Aluminium oxide is an insulator whose upper filled bands can be described, in short, as "made of oxygen". The table lets one test how far that is true at each energy. The density of states counts how many electron states lie in an interval of energy, and the columns headed DOS O 2p, Al 3p, Al 3s and O 2s divide this number among the atomic shells. A share below means one such column divided by the total of the same row.

Density of states of corundum-type Al2O3 (10-atom cell, conventional a = 4.809 Å, c = 13.123 Å) from Ansatz 0.2.0, with PBE, scalar-relativistic plane-wave PAW, no spin polarisation and a 420 eV cutoff. The k mesh is 6×6×6 for the density and 9×9×9 for the states. Tetrahedron averages over 0.2 eV bins are given relative to the Fermi level, with Löwdin projections summed over sites.

| energy (eV) | density of states total (states/eV/cell) | DOS O 2p (states/eV/cell) | DOS Al 3p (states/eV/cell) | DOS Al 3s (states/eV/cell) | DOS O 2s (states/eV/cell) |
| --- | --- | --- | --- | --- | --- |
| -7.95 | 3.46 | 2.59 | 0.39 | 0.3000 | 0.1500 |
| -7.55 | 4.12 | 3.16 | 0.67 | 0.1700 | 0.1000 |
| -7.15 | 4.35 | 3.42 | 0.68 | 0.1100 | 0.1100 |
| -6.75 | 6.69 | 5.29 | 0.91 | 0.1800 | 0.2500 |
| -6.35 | 3.35 | 2.67 | 0.43 | 0.0800 | 0.1400 |
| -5.95 | 4.09 | 3.4 | 0.43 | 0.1100 | 0.1100 |
| -5.55 | 4.15 | 3.51 | 0.38 | 0.1400 | 0.0900 |
| -5.15 | 8.73 | 7.6 | 0.75 | 0.2000 | 0.1100 |
| -4.75 | 6.31 | 5.73 | 0.34 | 0.0900 | 0.0700 |
| -4.35 | 9.11 | 8.51 | 0.38 | 0.0500 | 0.0500 |
| -3.95 | 6.53 | 6.2 | 0.18 | 0.0300 | 0.0300 |
| -3.55 | 9.42 | 9 | 0.23 | 0.0400 | 0.0300 |
| -3.15 | 8.81 | 8.5 | 0.14 | 0.0800 | 0.0100 |
| -2.75 | 0 | 0 | 0 | 0.0000 | 0.0000 |
| -2.35 | 0 | 0 | 0 | 0.0000 | 0.0000 |
| -1.95 | 0 | 0 | 0 | 0.0000 | 0.0000 |
| -1.55 | 0 | 0 | 0 | 0.0000 | 0.0000 |
| -1.15 | 0 | 0 | 0 | 0.0000 | 0.0000 |
| -0.75 | 0 | 0 | 0 | 0.0000 | 0.0000 |
| -0.35 | 0 | 0 | 0 | 0.0000 | 0.0000 |
| 0.05 | 0 | 0 | 0 | 0.0000 | 0.0000 |
| 0.45 | 0 | 0 | 0 | 0.0000 | 0.0000 |
| 0.85 | 0 | 0 | 0 | 0.0000 | 0.0000 |
| 1.25 | 0 | 0 | 0 | 0.0000 | 0.0000 |
| 1.65 | 0 | 0 | 0 | 0.0000 | 0.0000 |
| 2.05 | 0 | 0 | 0 | 0.0000 | 0.0000 |
| 2.45 | 0 | 0 | 0 | 0.0000 | 0.0000 |
| 2.85 | 0 | 0 | 0 | 0.0000 | 0.0000 |
| 3.25 | 0.08 | 0 | 0.01 | 0.0400 | 0.0300 |
| 3.65 | 0.16 | 0.01 | 0.02 | 0.0600 | 0.0600 |
| 4.05 | 0.25 | 0.03 | 0.05 | 0.0800 | 0.0900 |
| 4.45 | 0.35 | 0.04 | 0.08 | 0.1000 | 0.1200 |
| 4.85 | 0.48 | 0.07 | 0.12 | 0.1300 | 0.1600 |
| 5.25 | 0.67 | 0.11 | 0.19 | 0.1600 | 0.2100 |
| 5.65 | 0.94 | 0.16 | 0.29 | 0.2100 | 0.2700 |

The zero of energy lies in the middle of the gap, so the filled band ends at −2.9 eV and the rows from −3.15 eV downwards belong to it. The rows from 3.25 eV upwards belong to the empty band, and those between the two bands lie in the gap. The functional, PBE, is known to make the gap of such an oxide too small, so the distance between the two bands should not be read as an optical threshold. The parts below compare rows within one band.

**(a) Going up through the filled band, the total density of states grows on the whole, but not evenly. Which rows stand out, by how much, and what makes them do so?**

*Solution.* The total falls in four of the twelve upward steps, each time just after a peak. The peaks lie at −6.75, −5.15, −4.35 and, more weakly, −3.55 eV. To size a peak one needs a smooth curve to hold it against. The simplest has no adjustable constant: if the curve were smooth, an inner row would lie close to the mean of its two neighbours.

For the row at −5.15 eV the neighbours hold 4.15 and 6.31 states per eV and cell. Their mean is (4.15 + 6.31)/2 = 5.23, whereas the row itself holds 8.73. It therefore stands 67 % above the smooth value. By the same measure the peak at −6.75 eV is 74 % too high and the one at −4.35 eV 42 %. The dips between them should not be sized in this way, because a low row beside a peak is judged against a neighbour that is itself too high. The same weakness, in reverse, touches a peak beside a dip, so the percentages are a rough measure.

The table shows no bands, but a likely cause follows from what a density of states is. In a crystal each band runs up and down in energy as the wave vector changes. Where it runs steeply, few states fall into a given interval of energy; where it levels off, many do. The cell holds six oxygen atoms with three 2p orbitals each, which gives 18 bands, and 2p orbitals on neighbouring oxygen atoms overlap only moderately, so these bands are rather flat. Each gathers its states in a limited range of energy, and a peak is expected where level stretches of several bands fall close together.

The empty band serves as a comparison, since it was computed with the same k mesh and the same bins. There each inner row lies within 6 % of the mean of its neighbours. The rows from 3.25 to 5.65 eV stand 0.4 eV apart and together hold roughly 1.2 states per cell, while a single band holds two. That fits one or a few steep bands, which have no level stretches to pile up states in this range.

The exact heights of the peaks deserve less trust than their existence. The bins are 0.2 eV wide but the rows are 0.4 eV apart, so half of the energy range is not seen, and the sharp features that arise where bands level off are those that a coarse k mesh reproduces least well. The table alone cannot tell how much of each jump would remain with a finer mesh.

**(b) Are the states in the peak rows of a different kind from those in the rows beside them?**

*Solution.* Judged by their O 2p share, they are not. This share climbs from 75 % in the lowest row to 96 % in the highest, and it rises at every one of the twelve steps, through peaks and dips alike. At −5.15 eV, where the height misses the smooth value by two thirds, the O 2p share misses the mean of its neighbours by only 0.6 percentage points. Even when set against the 13 % of that row which is not O 2p, this is a deviation of about one part in twenty.

The steady climb is what bonding between oxygen and aluminium should produce. An O 2p state that overlaps with an empty aluminium orbital is pushed down in energy and takes up some aluminium character. If V is the strength of the coupling and Δ the distance in energy between the two orbitals, then for weak mixing the state sinks by about V²/Δ and gains an aluminium weight of about V²/Δ². For a given Δ both grow with V, so the states that sink deepest are also those with the most aluminium in them. Where the lobes point past the aluminium atoms, or where the contributions of several oxygen atoms cancel there, the coupling is weak, and such states are expected to stay on top as nearly pure O 2p.

Accordingly, Al 3s and Al 3p together make up 2.5 % of the highest row and about 20 % of the two lowest. The argument gives the direction of this trend but not its slope, because overlap between oxygen atoms also spreads the band in energy without adding any aluminium.

Height and make-up thus answer different questions. A level stretch of a band puts more states at an energy, but the mixture of orbitals in them is governed by how strongly they bond. When the share is formed, the number of states cancels and the bonding remains.

The size of the aluminium share depends on how the electrons are divided among atoms. The orbital projection used here leaves aluminium with a charge of about +1.3, whereas a division of the same electron density by Bader's method gives about +2.5. The 20 % is therefore no absolute measure of covalency, while the change from the bottom to the top of the band is a comparison within one method.

**(c) Is there a row in which the make-up itself breaks its pattern?**

*Solution.* There is one clear case, and it shows only when the aluminium share is split into its two shells. From the top of the band down to −7.55 eV the Al 3p share grows at every step and reaches 16 %. In the lowest row, at −7.95 eV, it drops to 11 %. At the same step the Al 3s share doubles, from 4 to 9 %.

The two changes nearly cancel, so aluminium as a whole keeps its share of about 20 %. What changes in this row is not how much aluminium takes part, but which of its orbitals does.

Standard bonding theory offers a reason. Each aluminium atom has six oxygen neighbours, roughly at the corners of an octahedron. If all six point 2p lobes of the same sign at the aluminium atom, the combination matches the round 3s orbital. If lobes on opposite sides have opposite signs, it matches a 3p orbital, which changes sign across the nucleus. Since Al 3s lies lower than Al 3p, and so closer to the oxygen levels, the combination that uses 3s is expected at the very bottom of the band, with those that use 3p above it.

In corundum the octahedron is distorted, which allows 3s and 3p to mix, and each bin collects states from the whole range of wave vectors. One should therefore expect a gradual change of weight rather than two separate bands, and both shells are indeed present in the lowest row.

Some smaller irregularities remain without an explanation here. The O 2s share is about 4 % at −6.75 and −6.35 eV and again in the lowest row, although it stays below 3 % in all other rows of the filled band. The Al 3s share has a small bump of 3.4 % at −5.55 eV and also rises slightly in the topmost row, to just under 1 %. The printed output that follows gives most of the values compared in the three parts.

The exchange of 3p for 3s rests on a single row, and that row is the last one. The 18 bands hold 36 states per cell, and the listed rows account for only about 32 of them if each stands for 0.4 eV, so the band probably continues below the table. If the octahedral picture is right, the Al 3s share should stay high or grow further down to the band's lower edge; whether it does is the question that the table leaves open.

The analysis program printed:

```
valence top from the Fermi level, eV: -2.925
band gap, eV: 5.851
O 2p share of the valence rows from -7.95 to -3.15 eV, %: -7.95 74.86, -7.55 76.7, -7.15 78.62, -6.75 79.07, -6.35 79.7, -5.95 83.13, -5.55 84.58, -5.15 87.06, -4.75 90.81, -4.35 93.41, -3.95 94.95, -3.55 95.54, -3.15 96.48
smallest upward step of the O 2p share, points: 0.4526
number of valence steps in which the total height falls: 4
height at -6.75 over the mean of its neighbours, ratio: 1.738
height at -5.15 over the mean of its neighbours, ratio: 1.669
height at -4.35 over the mean of its neighbours, ratio: 1.419
O 2p share at -6.75 less the mean of its neighbours, points: -0.08785
O 2p share at -5.15 less the mean of its neighbours, points: -0.6371
O 2p share at -4.35 less the mean of its neighbours, points: 0.5365
Al 3s share at -7.95, %: 8.671
Al 3s share at -7.55, %: 4.126
Al 3p share at -7.95, %: 11.27
Al 3p share at -7.55, %: 16.26
Al 3s + 3p share at -7.95, %: 19.94
Al 3s + 3p share at -7.55, %: 20.39
Al 3s + 3p share at -3.15, %: 2.497
O 2s share at -7.15, %: 2.529
O 2s share at -6.35, %: 4.179
O 2s share at -5.95, %: 2.689
Al 3s share at -3.55, %: 0.4246
Al 3s share at -3.15, %: 0.9081
height at 4.85 over the mean of its neighbours, ratio: 0.9412
height at 5.25 over the mean of its neighbours, ratio: 0.9437
rough count of states in the conduction rows (0.4 eV a row), states per cell: 1.172
```
